Hartree–Fock puts the ionisation of quartet BNH to its quintet cation about 1.5 eV too low, and the main cause is the electron correlation that leaves with the removed electron. That electron was one of a pair: it shared its region of space with an electron of opposite spin. Hartree–Fock leaves out the energy such partners gain by avoiding each other. It therefore describes the neutral, which has more of these partners, worse than the cation.

Errors in the vertical gap between quartet BNH and its quintet cation (cation minus neutral), relative to CCSDT(Q), from AFQMC afq 1 (own program) and Ansatz 0.2.0. All levels use the cc-pVDZ basis, frozen cores and a UHF determinant for each state, at the PBE0/def2-TZVP geometry.

| level | this level less the reference (CCSDT(Q), same basis) (meV) | statistical noise, one standard error (meV) |
| --- | --- | --- |
| HF | -1487.0 | 0.00 |
| MP2 | -112.0 | 0.00 |
| CCSD | -92.0 | 0.00 |
| CCSD(T) | -20.0 | 0.00 |
| CCSDT | -8.0 | 0.00 |
| ph-AFQMC/HF | -7.0 | 53.00 |
| ph-AFQMC/CISD | 8.0 | 10.00 |
| released AFQMC | -3.0 | 19.00 |
| free AFQMC | 9.0 | 22.00 |

The gap is the energy of the cation minus that of the neutral, with the atoms held fixed. Each error in the table is a level's gap less the gap from CCSDT(Q), the highest coupled-cluster level used here, so a negative sign means too small a gap. Hartree–Fock gives 10.14 eV instead of 11.63 eV. Since another spin state lies lower, these values belong to this particular pair of states and not to the ordinary ionisation energy of the molecule.

A tempting explanation is orbital relaxation. When an electron leaves, the others feel less repulsion and draw closer to the nuclei, and a mean-field theory might seem too stiff to follow. But here the cation has its own Hartree–Fock determinant, with orbitals optimised for the cation, so this response is already in the gap. Forcing the cation to keep the neutral's orbitals would raise its energy and make the gap larger. Lack of relaxation thus gives an error of the opposite sign to the one in the table.

Correlation gives the right sign. The neutral's total energy drops by 5.33 eV from Hartree–Fock to the reference level. Together with the gap error, this fixes the corresponding drop for the cation at 3.85 eV. The cation's own outputs were not examined, so this assumes that its Hartree–Fock solution is a sound one. Both states lie too high in Hartree–Fock, but the neutral does so by about 1.5 eV more, and the gap shrinks by that amount.

This is so far only book-keeping, because a difference in correlation energy is what a Hartree–Fock gap error means once relaxation is included. The physical question is why one electron out of nine valence electrons takes more than a quarter of the correlation energy with it. If every electron carried an equal share, the loss would be a ninth. Correlation belongs to pairs, though, and one electron out of nine takes part in two ninths of all pairs. The loss exceeds even that, so the electron that leaves seems to be more strongly correlated than the average one.

Spin is the likely reason. Two electrons of like spin are kept apart by the antisymmetry of the wave function, which Hartree–Fock already contains. Two electrons of opposite spin have no such protection and may sit in the same orbital, so the energy still to be gained by avoiding each other is larger. The quartet has six valence electrons with spin up and three with spin down, and the quintet cation has six and two. A spin-down electron has gone, and each of the six spin-up electrons has lost an opposite-spin partner.

This picture can be turned into an estimate by counting pairs. The neutral has 6 × 3 = 18 opposite-spin pairs and 15 + 3 = 18 like-spin pairs; ionisation removes six of the first kind and two of the second. At the MP2 level, the simplest treatment of correlation used here, the neutral's correlation energy consists of 3.32 eV from opposite-spin and 1.19 eV from like-spin pairs. If all pairs of one kind count equally, the loss is 3.32 × 6/18 + 1.19 × 2/18 ≈ 1.24 eV. Nearly nine tenths of it comes from the opposite-spin pairs.

MP2 in fact raises the gap by 1.375 eV above the Hartree–Fock value, so the estimate falls short by a tenth. It contains no fitted constant and uses only the neutral's energy, while the change it is compared with also involves the cation. Treating all pairs alike, whatever their spin, gives only 1.00 eV, and an equal share for every electron gives 0.50 eV. For this molecule the numbers therefore favour the count that separates the spins, as the printed output after the text shows in full.

The remaining tenth probably reflects what the count ignores. Stronger correlation within a shared orbital would not by itself alter the opposite-spin part, since each of the three spin-down electrons has one such partner. But the three need not carry equal shares of the correlation energy, and the orbitals themselves change on ionisation. Neither effect has been separated here, so this part of the explanation is a guess.

One further agreement looks better than it is. If the estimate is scaled up from the MP2 correlation energy to the full one, it gives 1.465 eV, almost exactly the Hartree–Fock error of 1.487 eV. But the scaling assumes that going beyond MP2 adds another 0.23 eV to the gap, whereas the calculation adds only 0.11 eV. Two misses have compensated each other, and the comparison at the MP2 level is the fairer test.

The same care is needed in judging MP2 itself. Its gap is only 0.11 eV too small, yet its total energies are too high by 0.82 eV for the neutral and 0.71 eV for the cation. Most of the error is common to both states and drops out of the difference. A good gap is thus no evidence that either state is well described.

CCSD makes this plain. It cuts the error in the neutral's total energy from 821 to 177 meV, but the gap error only from 112 to 92 meV. What CCSD mainly lacks is the joint motion of three electrons at a time, and this again matters more in the neutral. Adding it approximately, in CCSD(T), brings the gap to within 20 meV of the reference, and treating it fully, in CCSDT, to within 8 meV.

The four AFQMC rows, which sample the correlated state by random walks, can't refine this order. Each differs from the reference by less than its own standard error, and for the phaseless run with the Hartree–Fock trial that error is 53 meV. The neutral's part of that run also drifted by about three standard errors, so even this noise may be set too low. The constraint used in the two phaseless runs also adds a bias that the noise doesn't include. The small deviation of −7 meV is therefore no sign of high accuracy. The agreement of the released walk with the reference is also not an independent test, because the reference was accepted only if the two agreed closely.

All these errors are measured within one modest basis that has no diffuse functions. They show how well each level treats correlation in that basis, not how close the gap lies to experiment.

The pair count also suggests what would change if a spin-up electron left the same quartet instead. It would take only three opposite-spin pairs with it rather than six, though five of the weaker like-spin pairs rather than two. If it came from a singly occupied orbital, no partner in its own orbital would be left behind. The Hartree–Fock gap should then be too small by a clearly lesser amount. That ionisation was not computed here, so this remains an untested prediction.

Printed output of the fit:

```
HF gap (eV): 10.14
HF gap error as share of the reference gap (%): -12.79
correlation energy of the neutral, reference level (meV): 5334
correlation energy of the cation, implied (meV): 3847
MP2 error in the neutral total energy (meV): 821.1
MP2 error in the cation total energy, implied (meV): 709.1
CCSD error in the neutral total energy (meV): 177
CCSD error in the cation total energy, implied (meV): 84.99
CCSD(T) error in the neutral total energy (meV): 37.99
CCSDT error in the neutral total energy (meV): 11.23
gap change from CCSD to CCSD(T) (meV): 72
gap change from CCSD(T) to CCSDT (meV): 12
MP2 change of the gap, computed (meV): 1375
MP2 change, model with spin-resolved pairs (meV): 1240
MP2 change, model with all pairs equal (meV): 1003
MP2 change, model with equal share per electron (meV): 501.4
opposite-spin part of the spin-resolved model (%): 89.33
spin-resolved model scaled to full correlation (meV): 1465
step from MP2 to full correlation assumed by that scaling (meV): 225.6
step from MP2 to the reference, computed (meV): 112
largest AFQMC error in units of its own noise: 0.8
```
